The density of states counts how many electron states a crystal offers per interval of energy. For platinum the table splits part of this count by orbital: the 6s shell, and the 5d shell in two parts. In these parts the electron's spin and orbital motion combine to a total angular momentum $j=5/2$ (column DOS Pt 5d j2.5) or $j=3/2$ (DOS Pt 5d j1.5). Energies are counted from the Fermi level, up to which the states are filled. Three rows are closed, and the problem is to say what stands in them.

Density of states of fcc Pt (a = 3.970 Å, one atom per cell), computed with Ansatz 0.2.0 using PBE, spin-orbit coupling and PAW plane waves (cutoff 420 eV, 18×18×18 k mesh, occupations with 0.1 eV Gaussian smearing). The tetrahedron method is used, with averages over 0.2 eV bins, energies relative to the Fermi level and Löwdin projections for the shells.

```tsv
energy (eV)	density of states total (states/eV/cell)	DOS Pt 5d j2.5 (states/eV/cell)	DOS Pt 5d j1.5 (states/eV/cell)	DOS Pt 6s j0.5 (states/eV/cell)
-7.95	0.140	0.01	0.01	0.1200
-7.55	0.190	0.02	0.01	0.1500
-7.15	0.350	0.07	0.06	0.2100
-6.75	0.740	0.24	0.22	0.2700
-6.35	?	?	?	?
-5.95	1.510	0.64	0.69	0.1800
-5.55	1.420	0.59	0.72	0.0900
-5.15	0.890	0.38	0.48	0.0100
-4.75	1.590	0.55	0.97	0.0400
-4.35	1.900	0.56	1.26	0.0600
-3.95	?	?	?	?
-3.55	1.190	0.49	0.53	0.1100
-3.15	0.850	0.54	0.23	0.0500
-2.75	1.510	1.24	0.18	0.0600
-2.35	1.270	0.91	0.26	0.0500
-1.95	1.700	1.23	0.38	0.0500
-1.55	1.200	0.81	0.32	0.0400
-1.15	1.220	0.84	0.32	0.0400
-0.75	1.180	0.8	0.33	0.0300
-0.35	1.590	1.08	0.45	0.0400
0.05	1.430	1.01	0.35	0.0500
0.45	0.610	0.44	0.1	0.0600
0.85	0.340	0.19	0.04	0.0800
1.25	0.310	0.14	0.03	0.0900
1.65	?	?	?	?
2.05	0.300	0.1	0.03	0.1000
2.45	0.300	0.08	0.02	0.1100
2.85	0.290	0.06	0.02	0.1100
3.25	0.280	0.05	0.02	0.1100
3.65	0.260	0.04	0.01	0.1100
4.05	0.250	0.03	0.01	0.1000
4.45	0.240	0.02	0.01	0.1100
4.85	0.230	0.02	0.01	0.1200
5.25	0.230	0.02	0	0.1200
5.65	0.430	0.04	0.01	0.2600
```

**(a) Let $s$ be the $j=5/2$ share of the 5d weight at a given energy. What is $s$ without spin-orbit coupling, what is it for an isolated atom, and where does platinum lie between these limits?**

*Solution.* Take first a non-magnetic crystal without spin-orbit coupling. Every spatial orbital then occurs with both spin directions equally, whatever the crystal does to its shape. The $j=5/2$ part of a d state is measured by $(3+2\,\mathbf L\cdot\mathbf S)/5$, where $\mathbf L$ and $\mathbf S$ are orbital and spin angular momentum in units of $\hbar$. Averaged over both spins, the product $\mathbf L\cdot\mathbf S$ vanishes, so $s=3/5$ at every energy.

In the opposite limit the atoms are far apart and only the coupling acts. A coupling of strength $\zeta$ raises the $j=5/2$ level by $\zeta$ and lowers the $j=3/2$ level by $1.5\,\zeta$. The share is then 0 at the lower level and 1 at the upper one. With a rough recalled $\zeta$ of 0.5 eV for platinum, the two levels lie $2.5\times0.5\approx1.3$ eV apart.

Platinum lies between the limits. Its d band is several electronvolts wide, more than the atomic splitting, so both kinds of state occur throughout it. Yet $s$ is only 0.31 at −4.35 eV and reaches 0.87 at −2.75 eV, which a non-magnetic calculation without the coupling could not give. When the coupling is very weak against the band width, $s$ averaged over an energy bin is expected to lie close to 0.60.

The centres of the two parts, taken over the known rows, also lie about 1.3 eV apart. The rows sample only every second bin, so this agreement with the atomic estimate confirms the size of the effect and no more.

**(b) Forecast the total density of states at −6.35, −3.95 and 1.65 eV, and the share $s$ at the first two energies. How far can each forecast be trusted?**

*Solution.* The simplest model takes each closed value as the mean of its two neighbours. Its quality depends on how the energy of a state changes with its wave vector. Where a band is steep, few states fall into each interval and their number changes slowly. Where a band runs flat, many states crowd together, and the density of states shows the peaks and kinks known as van Hove singularities.

Thirteen known rows in the d band, each with two known neighbours, show what this costs. The neighbour mean misses their totals by 0.35 states/eV/cell (root mean square), about a quarter of a typical value there. It misses their share by only 0.04, while the constant 0.60 of part (a) misses by 0.17. The closed rows took no part in this test.

The row at −3.95 eV shows the steps. The neighbouring totals give $(1.90+1.19)/2=1.545$. The neighbouring shares are $0.56/(0.56+1.26)=0.31$ and $0.49/(0.49+0.53)=0.48$, with a mean of 0.39. Here the share changes quickly from row to row, so its error bar is the worst miss of the test, 0.13, in place of the usual 0.04.

At −6.35 eV the row lies on the rising lower edge of the d band. At 1.65 eV it lies beyond the upper edge, on a plateau where the total hardly changes. The neighbour mean is much more accurate on that plateau, but the 5d weight is still fading there, so a wider bar of 0.02 is set by judgement. The forecasts are:

- −6.35 eV: total 1.1 ± 0.35, share 0.50 ± 0.04
- −3.95 eV: total 1.5 ± 0.35, share 0.39 ± 0.13, hence mainly $j=3/2$
- 1.65 eV: total 0.305 ± 0.02

**(c) The closed rows are now opened. Which forecasts hold, and why do the others fail?**

The withheld rows as computed:

```tsv
energy (eV)	density of states total (states/eV/cell)	DOS Pt 5d j2.5 (states/eV/cell)	DOS Pt 5d j1.5 (states/eV/cell)	DOS Pt 6s j0.5 (states/eV/cell)
-6.35	1.270	0.49	0.48	0.2900
-3.95	2.320	0.73	1.4	0.1300
1.65	0.310	0.12	0.03	0.1000
```

*Solution.* Four of the five forecasts hold. On the plateau the computed total is 0.31, well inside the bar. At the lower band edge it is 1.27, somewhat above the forecast but also inside, and the share agrees to within 0.01.

The total at −3.95 eV fails clearly. The calculation gives 2.32, the highest value in the table, and the forecast is too low by 0.78, more than twice its error bar. The reason lies in the rule itself: a mean of two neighbours can never exceed the higher of them, so it can't foresee a peak that stands between them. The test contained the reverse case, a dip at −5.15 eV, where the rule came out too high by 0.62. That flat bands cause the peak is the standard explanation, not something these rows prove, and its exact height may still depend on the mesh of wave vectors.

At the same energy the share holds: 0.34 is computed against a forecast of 0.39. The usual bar of 0.04 would just have failed, so the wider one was needed. Theory suggests why the share survives where the height does not. A flat band piles up states, and each state brings both its $j=5/2$ and its $j=3/2$ part. If the crowded states are made up much like those at neighbouring energies, the crowding multiplies both parts alike and largely cancels in their ratio.

The dip at −5.15 eV shows the same cancellation in reverse. From −5.55 eV to that row the total falls by more than a third, from 1.42 to 0.89, while the share only moves from 0.45 to 0.44. The cancellation breaks down when states of a different make-up take over. This happens at −2.75 eV, where the $j=5/2$ weight more than doubles from the row below in energy while the $j=3/2$ weight shrinks, and there the share had its worst miss in the test.

For anyone reading such a curve from widely spaced points, the make-up of the platinum d band is therefore safer to interpolate than its height. A height inside the band, including the one close to the Fermi level, should be computed at that energy itself, with fine energy steps and a dense mesh of wave vectors. The output printed after this text sums up the test and lists the miss of each forecast.

Output of the analysis:

```
d-band rows on which the neighbour mean is tested: 13
rms miss of the total in the d band, states/eV/cell: 0.3541
largest miss of the total in the d band, states/eV/cell: 0.615
rms miss of the j5/2 share in the d band: 0.04345
largest miss of the j5/2 share in the d band: 0.1337
rms miss of the constant share 0.60 on the same rows: 0.1678
rms miss of the total on the plateau, states/eV/cell: 0.00378
forecast total at -6.35 eV, bar 0.35, states/eV/cell: 1.125
forecast total at -3.95 eV, bar 0.35, states/eV/cell: 1.545
forecast total at 1.65 eV, bar 0.02, states/eV/cell: 0.305
forecast j5/2 share at -6.35 eV, bar 0.04: 0.5015
forecast j5/2 share at -3.95 eV, bar 0.13: 0.394
computed totals of the withheld rows, states/eV/cell: 1.27, 2.32, 0.31
computed j5/2 shares of the withheld rows: 0.5052, 0.3427, 0.8
forecast less computed total at -6.35 eV, states/eV/cell: -0.145
forecast less computed total at -3.95 eV, states/eV/cell: -0.775
forecast less computed total at 1.65 eV, states/eV/cell: -0.005
forecast less computed j5/2 share at -6.35 eV: -0.003684
forecast less computed j5/2 share at -3.95 eV: 0.05132
centre of j5/2 less centre of j3/2, known rows, eV: 1.264
rough atomic splitting 2.5 zeta with recalled zeta 0.5 eV, eV: 1.25
j5/2 share of all 5d weight in the known rows: 0.621
j5/2 share at -4.35 eV: 0.3077
j5/2 share at -2.75 eV: 0.8732
```
